Two magnitudes are worth carrying in the head for oxides of this kind: the smaller metal sits about 2 Å from oxygen, and the crystal lies a few eV per atom below its elements. One eV per atom is nearly 100 kJ per mole of atoms.

In ABO₃, the small metal B sits in an octahedron of six oxygen atoms, and the large metal A fills the space between the octahedra. The energy over elements is the energy of the crystal less that of the separate elements, so a more negative value means stronger binding. Use the table to find out what each metal does.

Cubic perovskites ABO₃ (space group Pm-3m), each relaxed with its symmetry kept. Ansatz 0.2.0, r2SCAN, plane-wave PAW, scalar-relativistic, cutoff 500 eV, Gaussian smearing, Gamma-centred k mesh. Energies over elements are taken at zero smearing, relative to the elements' standard states in the same functional; valence electrons are counted per formula unit.

```
formula  element on site A  Z A  Pauling electronegativity A  element on site B  Z B  Pauling electronegativity B  valence electrons  volume per atom (Å³)  shortest distance (Å)       spin    k mesh  smearing width  energy over elements (eV/atom)  band gap on mesh (eV)  largest site moment (μB)
 SrTiO3                 Sr   38                         0.95                 Ti   22                         1.54                 24                 11.93                  1.953       none     8×8×8         0.02 eV                          -3.458                  2.262                      0.00
 SrNbO3                 Sr   38                         0.95                 Nb   41                          1.6                 25                 13.17                  2.019  collinear  10×10×10          0.1 eV                          -3.091                  0.000                      0.07
 BaTiO3                 Ba   56                         0.89                 Ti   22                         1.54                 24                 12.74                  1.997       none     8×8×8         0.02 eV                          -3.403                  2.173                      0.00
 BaRuO3                 Ba   56                         0.89                 Ru   44                          2.2                 28                 13.00                  2.010  collinear  10×10×10          0.1 eV                          -2.014                  0.000                      1.28
 BaHfO3                 Ba   56                         0.89                 Hf   72                          1.3                 24                 14.58                  2.089       none     6×6×6         0.02 eV                          -3.654                  4.194                      0.00
```

Question 1. Barium replaces strontium next to titanium. By how much does the Ti–O distance grow, and why not by more?

Answer. It grows by 0.044 Å. The radii of the two large ions differ by roughly 0.2 Å, and the A–O distance is √2 times the B–O distance. If contact between A and oxygen alone set the cell, Ti–O would therefore lengthen by about 0.14 Å. Only a third of that appears.

Remark. The cell is a compromise between two contacts. The natural reading is that the short Ti–O bonds are the stiffer partner, so that barium has to accept a tighter cage than it would choose. The small metal thus has the larger say in the size of the crystal.

Question 2. Starting from BaTiO₃, estimate the Hf–O distance in BaHfO₃.

Answer. Keep barium and exchange only the small ion. Usual ionic radii, good to two figures, make Hf⁴⁺ about 0.10 Å larger than Ti⁴⁺:

1.997 Å + 0.10 Å ≈ 2.10 Å

The calculation gives 2.089 Å. The same step from the titanate with the same A comes within about 0.01 Å for SrNbO₃ and BaRuO₃ too. That is no finer than the rounding of the radii, and since A also has some say in the cell, somewhat less than the full difference is expected to appear.

Remark. The two titanates serve as starting points, so only the other three compounds test the recipe. Ruthenium stands one row below titanium in the periodic table and yet makes almost the same cage. Along a row the growing nuclear charge pulls the electrons inward, and by ruthenium this has nearly made up for the extra shell.

Question 3. Which metal decides how strongly the crystal is bound relative to its elements?

Answer. The small one. Going from SrTiO₃ to BaTiO₃ changes the energy by only 0.055 eV per atom. With barium kept, the energy rises by 1.64 eV per atom from BaHfO₃, the most strongly bound, to BaRuO₃, the least.

Remark. The comparison is a little unfair, because strontium and barium belong to one group while hafnium and ruthenium do not. Titanium and hafnium do share a group, and their exchange still moves the energy by 0.25 eV per atom. The expected reason is a near cancellation for A. Barium gives up its two electrons more easily than strontium, but its larger ion widens the whole cell, which weakens the electrostatic binding, that of titanium to oxygen more than that of barium itself. For B the terms are expected to be larger and to cancel less well: the cost of breaking up the metal, the cost of removing four electrons and the size of the ion all change. Niobium gives up four electrons more easily than titanium, yet SrNbO₃ is less strongly bound than SrTiO₃; its more cohesive metal and larger ion are expected to outweigh the gain.

Question 4. Estimate from electronegativities how much weaker BaRuO₃ is bound than BaTiO₃.

Answer. Pauling's rule credits each bond with an extra energy, in eV, equal to the squared difference in electronegativity χ between its two atoms. A metal of valence four counts as four bonds, and the formula has five atoms. Barium and oxygen are common to both crystals, so their other terms cancel. With χ about 3.4 for oxygen, 1.54 for titanium and 2.20 for ruthenium, the loss per atom is

4 × [(3.4 − 1.54)² − (3.4 − 2.20)²] / 5 = 4 × (3.46 − 1.44) / 5 ≈ 1.6 eV

The calculation gives 1.39 eV per atom. No constant was adjusted to these crystals.

Remark. The rule gets the direction right for every exchange of B, but not the size. It gives half the computed change for niobium and three times the computed change for hafnium. For strontium against barium even the direction is wrong. It is a guide to which B binds more strongly, not a source of energies.

The idea behind the rule is charge transfer, and one way of counting the computed charges agrees with it. Dividing the electron density among the atoms gives titanium in SrTiO₃ a charge of +2.3 and ruthenium in BaRuO₃ only +1.8. The large metals differ between these two crystals, but their own charges are nearly equal. If the electrons are assigned to atomic orbitals instead, titanium and ruthenium both come out near +1.3, so this support depends on how the charge is counted.

Electronegativity is not the only quantity that changes, however. The more electronegative B metals here also bring more valence electrons, and five crystals cannot separate the two influences. BaTiO₃ and BaHfO₃ have equal numbers of valence electrons and still differ in energy, so the count cannot be the whole cause.

Question 5. Which of the crystals are insulators, and what sets the width of their gap?

Answer. The three with 24 valence electrons have a gap. Three oxygen atoms bring 18 electrons and need six more to fill their shells, which is just what A and B supply together. Niobium brings one electron too many and ruthenium four. These enter the d bands of B, fill them only in part, and leave a metal.

In the insulators the gap runs from filled oxygen states to empty d states of B. Exchanging strontium for barium therefore shifts it by less than 0.1 eV, while exchanging titanium for hafnium widens it by 2.0 eV. The accepted reason is that the 5d levels of hafnium lie higher than the 3d levels of titanium, and so further above oxygen.

Remark. The trend is sounder than the absolute value. For SrTiO₃ the computed gap is 2.26 eV, whereas the measured one is roughly 3.3 eV. Functionals of this type are known to give gaps that are too small. A finer k mesh would not cure this, since added points can reveal a narrower gap but not a wider one.

Question 6. The table gives BaRuO₃ a largest site moment of 1.28 μB. Is this the magnetic moment per formula unit?

Answer. No. It is the part assigned to ruthenium, whereas the whole cell carries 2.25 μB. Ruthenium thus holds a little over half of the total, and the three oxygen atoms together about a quarter. Nearly all of what remains, about a sixth, lies outside the regions counted as atoms. Where those regions end is a choice. If the electrons are assigned to atomic orbitals instead, ruthenium carries about 1.5 μB and the three oxygen atoms together about 0.7 μB, with almost nothing left over. Only the total for the cell is free of such a choice.

Remark. An isolated Ru⁴⁺ ion in such an octahedron, with its four d electrons in the three lower orbitals, would have two unpaired electrons and a spin moment of 2 μB. In the crystal these orbitals mix with those of oxygen, so the magnetisation spreads over the neighbours. The same mixing fits the lower charge that the division of the density gave ruthenium in Question 4, though the count by orbitals does not show it.

Spreading alone would not raise the total above 2 μB, however. The three lower orbitals hold at most three electrons of one spin, which leaves one of the other spin and a difference of two. The computed 2.25 μB therefore means that a small part of an electron of the majority spin has entered higher bands. These are expected to come from the two upper d orbitals.

The size of the moment deserves caution. The calculation may not have found the lowest magnetic state, and this functional tends to exaggerate moments in metals. The much weaker moment of SrNbO₃ carries the same warning about its state and should not be interpreted.

Question 7. The energies are printed to 0.001 eV per atom. Which digits can be trusted?

Answer. That depends on whether one crystal is judged alone or two are compared. Suppose the energy of the oxygen molecule is wrong by 0.1 eV per oxygen atom. Three of the five atoms are oxygen, so every entry shifts by 0.06 eV per atom. This spoils the second decimal of each single value, but it cancels in a difference as long as the same oxygen reference enters both rows. The run records name a separate PAW set for the two titanates only, and meshes and smearing differ, so a difference between a titanate and another row carries a further error that was not tested.

Errors in the metals do not cancel in this way. The order of strontium and barium rests on 0.055 eV per atom, which is 5 × 0.055 ≈ 0.28 eV for each A atom. If the errors for the two elemental metals differed by more than that, the order could be reversed. The energy difference between BaRuO₃ and the other barium compounds is more than twenty times as large and is safe from such an error.

Remark. It also matters what the number refers to. All five crystals were held in the ideal cubic form, while real BaTiO₃ distorts on cooling and BaRuO₃ normally adopts a hexagonal structure. Strong binding relative to the elements also does not prove that a crystal will resist splitting into two simpler oxides. That question needs the energies of those oxides, which the table does not contain.

The printed output after this text lists the estimates for all five crystals, with the two titanates as the starting points.

Printed output of the fit:

```
B-O distance from the titanate with the same A plus the radius difference (Å):
     row  cell edge  predicted B-O  computed B-O      miss  electrons beyond 24
  SrTiO3      3.906          1.953         1.953  2.22e-16                    0
  SrNbO3      4.038          2.023         2.019     0.004                    1
  BaTiO3      3.994          1.997         1.997  2.22e-16                    0
  BaRuO3       4.02          2.007          2.01    -0.003                    4
  BaHfO3      4.178          2.097         2.089     0.008                    0
Ti-O lengthening from Sr to Ba (Å): 0.044
lengthening if A-O contact alone set the cell (Å, rough): 0.1414
computed lengthening as share of that (rough): 0.3111
energy relative to the titanate with the same A (eV/atom):
     row  computed  Pauling rule     miss
  SrTiO3         0             0        0
  SrNbO3     0.367        0.1757  -0.1913
  BaTiO3         0             0        0
  BaRuO3     1.389         1.616   0.2267
  BaHfO3    -0.251       -0.7603  -0.5093
energy change from SrTiO3 to BaTiO3, computed (eV/atom): 0.055
energy change from SrTiO3 to BaTiO3, Pauling rule (eV/atom): -0.119
energy span of the three Ba rows, BaRuO3 less BaHfO3 (eV/atom): 1.64
correlation of B electronegativity with valence electrons, five rows: 0.9546
Bader charge of Ti in SrTiO3 less Ru in BaRuO3 (e): 0.5171
Bader charge of O in BaRuO3 less O in SrTiO3 (e): 0.1856
gap change from BaTiO3 to BaHfO3 (eV): 2.021
gap change from SrTiO3 to BaTiO3 (eV): -0.089
shortfall of the SrTiO3 gap against a rough recalled 3.3 eV (eV): 1.038
BaRuO3 moment of the whole cell (muB): 2.252
BaRuO3 moment on the three O together (muB): 0.5781
BaRuO3 moment outside all site regions (muB): 0.3905
BaRuO3 share of the cell moment on Ru (percent): 56.77
shift of every row for an error of 0.1 eV per O atom in the O2 reference (eV/atom): 0.06
smearing correction in BaRuO3 (eV/atom): 0.0008719
```
